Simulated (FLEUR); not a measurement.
# Collinear magnetic orders of corundum-type Fe2O3: energies and pair couplings in PBE+U (U = 4.5 eV on Fe)

Total energies are calculated for five collinear arrangements of the Fe spins in the primitive cell of Fe2O3, and each is given per Fe atom relative to the parallel order, so a negative value means more stable than parallel. Two questions are put to them: which order is lowest, and whether couplings to the neighbours at 2.90, 2.97 and 3.36 Å reproduce the energies. The order matters in practice because hematite is studied as an antiferromagnet for spin transport and as a light absorber for splitting water, and a calculation begun from the wrong order gives wrong reaction energies. Couplings, if they are sound, also feed models of spin waves and of the ordering temperature.

## Calculations

One system, Fe2O3 (corundum-type, R-3c), 10 atom(s) a primitive cell, from measured cells of the Crystallography Open Database. FLEUR MaX-R8.1, all-electron LAPW with Kmax 4.4 1/bohr, Fermi-Dirac smearing of 0.05 eV, k meshes whose coarsest spacing along a reciprocal vector is 0.25 1/Å over all runs (2π included). Functional: PBE with Hubbard U (eV) Fe 4.5; collinear spins, no spin-orbit coupling. Atoms are fixed. Each order is started from typed moments on Fe, in the primitive cell, on the same 6x6x6 mesh; only runs that kept their pattern of signs are listed. Runs that did not converge or carry a known fault are not listed. The same in all rows: metal or insulator in the row's run, judged by its smearing entropy or density of states at the Fermi energy (a gap under a few smearing widths counts as a metal): insulator.

Notes on method and selection:

- In a Heisenberg model with E = -sum over ordered pairs of J e_i.e_j, the energy per magnetic atom is E0 less the sum over shells of J times the listed sum; further shells and changes of moment size are outside it.
- Each state is what a run reaches from typed starting moments; only a few collinear orders were started, so the lowest found need not be the ground state. Spin-orbit coupling is left out of these energies, which are free energies at the smearing width. A magnetic atom is one that was given a starting moment.
- Site moments count the spin inside each program's own atomic sphere, so they depend somewhat on its radius and leave out the spin between the spheres.
- Under a Hubbard U the orbital state was not searched.
- The shell on the horizontal axis is the one of the three whose sum correlates best with the energies.
- Runs that did not converge, have known faults or may not be shown are not listed, and runs on Ansatz's PAW sets soft_1 and soft_2 are kept to separate tables.

Columns:

- shell at 2.90 Å: sum of e_i.e_j over the 1 Fe neighbours at 2.90 Å, mean over magnetic atoms (+1 parallel, -1 opposed).
- shell at 2.97 Å: sum of e_i.e_j over the 3 Fe neighbours at 2.97 Å, mean over magnetic atoms (+1 parallel, -1 opposed).
- shell at 3.36 Å: sum of e_i.e_j over the 3 Fe neighbours at 3.36 Å, mean over magnetic atoms (+1 parallel, -1 opposed).
- moment (μB): largest site spin moment.
- net moment (μB): size of the net spin moment per magnetic atom.
- energy (meV): energy less that of the parallel order, per magnetic atom.

## Results

| member | shell at 2.90 Å | shell at 2.97 Å | shell at 3.36 Å | moment (μB) | net moment (μB) | energy (meV) |
| --- | --- | --- | --- | --- | --- | --- |
| opposed +-+- | −1 | 3 | −3 | 4.16 | 0.0 | −292.2 |
| opposed +--+ | −1 | −3 | −3 | 4.22 | 0.0 | −147.7 |
| partly opposed +++- | 0 | 0 | 0 | 4.30 | 2.5 | −157.0 |
| opposed ++-- | 1 | −3 | 3 | 4.21 | 0.0 | −182.8 |
| parallel ++++ | 1 | 3 | 3 | 4.32 | 5.0 | 0.0 |

## What drives the series

The order +-+- is lowest, at −292.2 meV, and the next, ++--, lies 292.2 − 182.8 = 109.4 meV above it. In the lowest order the neighbours at 2.97 Å are parallel and those at 2.90 and 3.36 Å are opposed. This is the established order of hematite: parallel spins within each buckled Fe layer, opposed spins in adjacent layers. The label follows the atom list; counted along the threefold axis, the same order reads + − − +.

Three shells do not account for the energies. The listed sums of +-+- and ++-- add to zero in every shell, and so do those of +--+ and parallel. A three-shell model therefore requires both pairs to have the same total energy. The totals are −292.2 − 182.8 = −475.0 meV and −147.7 + 0.0 = −147.7 meV, which differ by 475.0 − 147.7 = 327.3 meV.

The missing piece is most likely the next shell, six Fe neighbours beyond 3.36 Å; shells still farther out with the same pattern of signs would add to the same term. By the geometry of corundum they are opposed in +-+- and ++-- and parallel in +--+ and in the parallel order. Turning them from balanced to fully opposed gains 327.3 / 4 = 81.8 meV. The same step gains (292.2 + 147.7 − 182.8) / 4 = 64.3 meV for the shells at 2.90 and 3.36 Å together, and only (147.7 + 182.8 − 292.2) / 4 = 9.6 meV for the shell at 2.97 Å. The lowest order gives up the smallest gain to secure the two larger ones.

Superexchange, the accepted mechanism in this oxide, accounts for this ranking, though these runs do not test it separately. Fe³⁺ has a half-filled d shell, so an electron can hop through oxygen to a neighbouring Fe only if the neighbour's spin is opposed. The hopping is strongest where the Fe–O–Fe angle is wide, as in the two farther shells, and weak near 90°, as at 2.97 Å.

Pair couplings as such pass the one test available. Whatever their range, they place +++- at the mean of the other four orders, (−292.2 − 147.7 − 182.8 + 0.0) / 4 = −155.7 meV; the calculated value is −157.0 meV.

## Departures from the trend

A least-squares fit of the three-shell model gives E = −155.9 + 64.3 x + 9.6 y in meV, where x is the sum at 2.90 Å and y is one third of the sum at 2.97 Å. The constant is the mean of the five energies, (−292.2 − 147.7 − 157.0 − 182.8 + 0.0) / 5 = −155.9 meV. The 3.36 Å shell is contained in x, because its sum is three times that at 2.90 Å in every row.

Four of the five orders miss this fit by about 82 meV: +-+- and ++-- lie below it, +--+ and parallel above it. The signs are those expected from the omitted fourth shell, whose antiferromagnetic coupling lowers the first two and raises the others. The fit even puts +--+ lowest, at −155.9 − 64.3 − 9.6 = −229.8 meV, where the calculation gives −147.7 meV.

The mean absolute miss is 66 meV, equal to the mean scatter of the energies about their average. When each order is left out in turn, the fit misses it by about 220 meV on average, against about 82 meV for the mean of the other four. The three-shell fit therefore has no predictive value here. The close agreement for +++- is no credit to it, since all sums vanish in that row and only the constant is tested.

## Using the table

**How large is the error in a reaction energy if Fe2O3 is calculated in the wrong order?**

The energies are per Fe, and a formula unit holds two. Using the parallel order places Fe2O3 too high by 2 × 292.2 = 584.4 meV per formula unit. Using the row +--+ places it too high by 2 × (292.2 − 147.7) = 289.0 meV. Zero net moment is thus no sign that the right order was reached; the signs on neighbouring atoms have to be inspected.

**Can the coupling at 2.90 Å be extracted from these runs?**

No. With one neighbour at 2.90 Å and three at 3.36 Å, the energy contains only the combination J(2.90) + 3 J(3.36). Its value follows from the four orders other than +++-: (−292.2 − 147.7 + 182.8 − 0.0) / 4 = −64.3 meV, where negative means antiferromagnetic. Separating the two couplings takes a larger cell, in which these neighbours can be turned independently.

**How strong is the coupling to one neighbour in the fourth shell?**

If shells farther out are neglected, the 81.8 meV is shared by six neighbours, so J = −81.8 / 6 = −13.6 meV. This holds for the convention in which every pair is counted twice and the spins are unit vectors. A program that counts each pair once needs twice this value, −2 × 81.8 / 6 = −27.3 meV.

## Conclusions and limits

Within the primitive cell the search is complete: four equivalent Fe atoms allow only these five distinct collinear orders. Orders with a longer repeat are not covered. A model of Fe2O3 needs at least the fourth shell, and the success of pair couplings rests on a single check, since four constants are set by five energies.

The size of the energies depends on U. Superexchange weakens as the cost of moving an electron between Fe sites rises, so a larger U would shrink the gain from opposed spins and a smaller one would enlarge it. The atoms are held at measured positions, which belong to the real magnetic order; relaxation would probably lower the other orders more and narrow the gaps. Spin-orbit coupling, left out here, fixes the spin direction and causes the slight canting known in hematite, on an energy scale far below the 109.4 meV that separates the two lowest orders.
